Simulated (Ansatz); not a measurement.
A series in volume scale on W

Free energy against uniform scaling of the volume at fixed shape and fractions; periodic cell, basis, potentials, k mesh and filling as listed. The results are calculated, by Ansatz 0.2.0.

The cell before it is scaled or strained (space group Im-3m, No. 229):
```
W
1.0
     -1.5823     1.5823     1.5823
      1.5823    -1.5823     1.5823
      1.5823     1.5823    -1.5823
W
1
Direct
  0.00000 0.00000 0.00000
```

Settings of every row: functional PBE; dispersion none; potentials PAW; wave cutoff 420 eV; density cutoff 1680 eV; k mesh 13x13x13; k shift 0x0x0; occupations fermi dirac; smearing width 0.15 eV; spin none.

Limits: coarse k mesh, up to 40 meV an atom off; no spin-orbit coupling, which can matter with elements this heavy.

| row | volume scale | V (Å³/atom) | energy above lowest point (meV/atom) |
| --- | --- | --- | --- |
| 1 | 0.94 | 14.895 | 102.2 |
| 2 | 0.96 | 15.212 | 54.3 |
| 3 | 0.98 | 15.529 | ? |
| 4 | 1 | 15.846 | 4.7 |
| 5 | 1.02 | 16.163 | 0 |
| 6 | 1.04 | 16.48 | 7 |
| 7 | 1.06 | 16.797 | 24.5 |

Question: what energy above lowest point should row 3 give?

Worked fit of energy above lowest point. Take u = (V_r/V)^(2/3) − 1 with V_r = 16.005 Å³ an atom, which is twice the finite (Eulerian) strain; such expansions in the strain, on which the Birch-Murnaghan equation of state is built, carry the rest volume and the bulk modulus. The shown rows have u = 0.04908, 0.03446, 0.00668, -0.00653, -0.01931, -0.03169. Least squares give energy above lowest point = 0.81 + 349.3 × u + 34755 × u² + 4455 × u³ meV/atom; a parabola predicts inner rows, each left out in turn, worse (root mean square 0.089 against 0.012 meV/atom). All shown rows lie on it to the printed digit. Its lowest point lies at u = -0.0050, or V = 16.13 Å³ an atom, and the curvature there gives the bulk modulus at fixed shape and fractions, B = (4/9)(1 + u)² E″(u)/V = 303 GPa. The withheld row has u = 0.02033, so the fit gives 0.81 + 349.3 × (0.02033) + 34755 × (0.02033)² + 4455 × (0.02033)³ = 22.3 meV/atom.

The calculation gave 22.3 meV/atom. The fit meets it to the printed digit.
